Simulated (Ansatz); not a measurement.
TiAu: pressure and energy less free atoms against volume scale

Results calculated with Ansatz 0.2.0, not measured. Periodic Kohn-Sham DFT of a crystal at fixed atoms, scaled to volume_scale times the given cell; pressure positive in compression, energy less spherical unpolarised free atoms, largest_vzz the field gradient of largest size among the nuclei.

The cell before it is scaled or strained (space group Pm-3m, No. 221):
```
cell vectors (Å)
   3.2540     0.0000     0.0000
   0.0000     3.2540     0.0000
   0.0000     0.0000     3.2540
atoms (fractions of the cell vectors)
Ti  0.50000  0.50000  0.50000
Au  0.00000  0.00000  0.00000
```

Settings of every row: method all-electron LAPW; functional PBEsol; relativity scalar; k mesh 10x10x10; filling fermi-dirac; smearing width 0.08 eV; basis error target 1 meV/atom; nucleus gaussian.

Atom start moment: 0 on all atoms.

Limits: no spin-orbit coupling on heavy atoms.

```
row  volume scale  V (Å³/atom)  pressure (GPa)  energy less free atoms (eV/atom)
  1          0.94       16.194           4.995                           -5.9205
  2          0.96       16.538           1.339                           -5.9272
  3          0.98       16.883          -1.908                           -5.9266
  4          0.99       17.055          -3.393                           -5.9237
  5             1       17.228          -4.792                           -5.9193
  6          1.01         17.4               ?                                 ?
  7          1.02       17.572           -7.35                           -5.9062
  8          1.04       17.917          -9.619                           -5.8879
  9          1.06       18.261         -11.626                            -5.865
```

Question: what pressure and energy less free atoms should row 6 give?

Worked fit of pressure. Take u = (V_r/V)^(2/3) − 1 with V_r = 17.142 Å³ an atom, which is twice the finite (Eulerian) strain; such expansions in the strain, on which the Birch-Murnaghan equation of state is built, carry the rest volume and the bulk modulus. The shown rows have u = 0.03866, 0.0242, 0.0102, 0.0034, -0.00333, -0.01638, -0.02905, -0.04128. Least squares give pressure = −4.1078 + 208.575 × u + 668.68 × u² + 680 × u³ GPa; a parabola predicts inner rows, each left out in turn, worse (root mean square 0.011 against 0.0032 GPa). The rows lie off it by 0.001, -0.002, 0.002, -0.002, 0.003, -0.002, 0.000, 0.000. The pressure vanishes at u = 0.0186, or V = 16.68 Å³ an atom, and there the bulk modulus at fixed shape and fractions is B = −V dP/dV = (2/3)(1 + u) dP/du = 159 GPa. The withheld row has u = -0.00991, so the fit gives −4.1078 + 208.575 × (-0.00991) + 668.68 × (-0.00991)² + 680 × (-0.00991)³ = -6.110 GPa.

The calculation gave -6.109 GPa. The fit lies 0.001 GPa (0.006 % of the column's range) below it, one unit of the last digit.

Worked fit of energy less free atoms. Take u = (V_r/V)^(2/3) − 1 with V_r = 17.142 Å³ an atom, which is twice the finite (Eulerian) strain; such expansions in the strain, on which the Birch-Murnaghan equation of state is built, carry the rest volume and the bulk modulus. The shown rows have u = 0.03866, 0.0242, 0.0102, 0.0034, -0.00333, -0.01638, -0.02905, -0.04128. Least squares give energy less free atoms = −5.92168 − 0.658 × u + 17.577 × u² + 6.1 × u³ eV/atom; a parabola predicts inner rows, each left out in turn, worse (root mean square 0.0001 against 3.6e-05 eV/atom). All shown rows lie on it to the printed digit. Its lowest point lies at u = 0.0185, or V = 16.68 Å³ an atom, and the curvature there gives the bulk modulus at fixed shape and fractions, B = (4/9)(1 + u)² E″(u)/V = 159 GPa. The withheld row has u = -0.00991, so the fit gives −5.92168 − 0.658 × (-0.00991) + 17.577 × (-0.00991)² + 6.1 × (-0.00991)³ = -5.9134 eV/atom.

The calculation gave -5.9134 eV/atom. The fit meets it to the printed digit.
